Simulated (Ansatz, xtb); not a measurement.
**C3H8OSSi: which of two isomers lies lower**

Structure I is `[SiH3][C@@H]1CO[C@H]1S`, a singlet and structure II is `[SiH3]C1(S)COC1`, a singlet. Both are isolated molecules in the gas phase, relaxed with B3LYP-D3(BJ)/def2-SVP; the shapes shown needn't be the lowest conformers.

I (Å):

```xyz
14

C    -0.9214   -0.0764   -0.0596
C    -1.0209   -1.6172   -0.1786
C    -0.1567   -0.1950   -1.3997
O    -0.2027   -1.6164   -1.3587
S    -1.0729    0.5974   -2.7771
Si    0.0503    0.6303    1.4003
H     0.3195    2.0803    1.1800
H     1.3456   -0.1004    1.5181
H    -0.7273    0.4565    2.6617
H    -1.8887    0.4411   -0.1533
H    -2.0380   -2.0007   -0.3715
H    -0.5628   -2.2115    0.6315
H     0.8841    0.1675   -1.4305
H    -0.1656    0.3160   -3.7409
```

II (Å):

```xyz
14

C    -0.4517    0.8172    0.3605
C     0.0962   -0.0977    1.4874
C    -1.4212   -0.3722    0.1219
O    -0.6943   -1.2017    1.0317
S    -1.3318    2.3473    0.8565
Si    0.7302    1.1533   -1.0861
H    -0.0426    1.6193   -2.2697
H     1.4570   -0.1059   -1.4252
H     1.7162    2.1970   -0.6803
H    -0.2383    3.1313    1.0062
H    -0.1892    0.2456    2.4986
H     1.1779   -0.3230    1.4720
H    -2.4573   -0.1753    0.4589
H    -1.4593   -0.7937   -0.8986
```

Task: Which of the two would you expect CCSD(T)/def2-SVP + ΔMP2/def2-TZVPP electronic energies to favour?

Result: Structure I; the calculation gives E(II) − E(I) = +2.9 kcal/mol.

The same difference at several levels:

```csv
level,geometry,E(II) − E(I) (kcal/mol),departure from the last row (kcal/mol),"job, with rough time for the two"
GFN2-xTB,GFN2-xTB,+3.8,+0.9,"optimisation, 0.19 s"
HF/STO-3G,GFN2-xTB,+5.1,+2.2,"single point, 0.42 s"
r2SCAN-D4/def2-SVP,GFN2-xTB,+3.9,+0.9,"single point, 3.4 s"
B3LYP-D3(BJ)/def2-SVP,B3LYP-D3(BJ)/def2-SVP,+3.3,+0.3,"optimisation, 42 s"
HF/def2-SVP,B3LYP-D3(BJ)/def2-SVP,+3.4,+0.4,part of the CCSD(T) run
MP2/def2-SVP,B3LYP-D3(BJ)/def2-SVP,+2.8,−0.1,part of the CCSD(T) run
CCSD(T)/def2-SVP,B3LYP-D3(BJ)/def2-SVP,+2.9,−0.1,single point
CCSD(T)/def2-SVP + ΔMP2/def2-TZVPP,B3LYP-D3(BJ)/def2-SVP,+2.9,,"single point, 34 s"
```

As drawn, both hold the same kinds of bond in the same numbers.

None of the levels shown reverses the order. The largest departure from CCSD(T)/def2-SVP + ΔMP2/def2-TZVPP is that of HF/STO-3G, 2.2 kcal/mol. The last row adds to CCSD(T) the change of the MP2 difference between the two basis sets, here +0.1 kcal/mol.

With thermal terms from frequencies at re-optimised GFN2-xTB minima (ideal gas, soft modes damped towards free rotors, one conformer each, 298.15 K, 1 atm): the zero-point term adds −0.1 kcal/mol; ΔH is +2.8 and ΔG +3.0 kcal/mol.

The correlated steps freeze 14 core orbitals. Mirror images aren't counted in ΔG. Run with Ansatz 0.2.0, xtb 6.7.1; the last row on 2 threads of Intel(R) Xeon(R) 6975P-C (Granite Rapids) on a shared host.

Structure I is favoured modestly but consistently, and thermal terms barely alter the gap. Both isomers are oxetanes, so ring strain should largely cancel and the difference probably comes from where the substituents sit. In I, sulfur shares a carbon with the ring oxygen, an O–C–S arrangement that allows anomeric donation from an oxygen lone pair into the C–S σ* orbital. In II, the thiol is one carbon further from oxygen and loses this interaction, while sharing a quaternary carbon with the silyl group. Crowding there may add to the penalty, whereas in I the two groups lie on opposite faces of the ring. The energies alone can't separate these contributions.

Hartree–Fock in the def2-SVP basis already gives +3.4 kcal/mol, and correlation trims this only slightly, so the preference doesn't depend on a differential correlation effect. The result applies to the trans arrangement of I; it doesn't establish that the cis diastereomer would also lie below II.
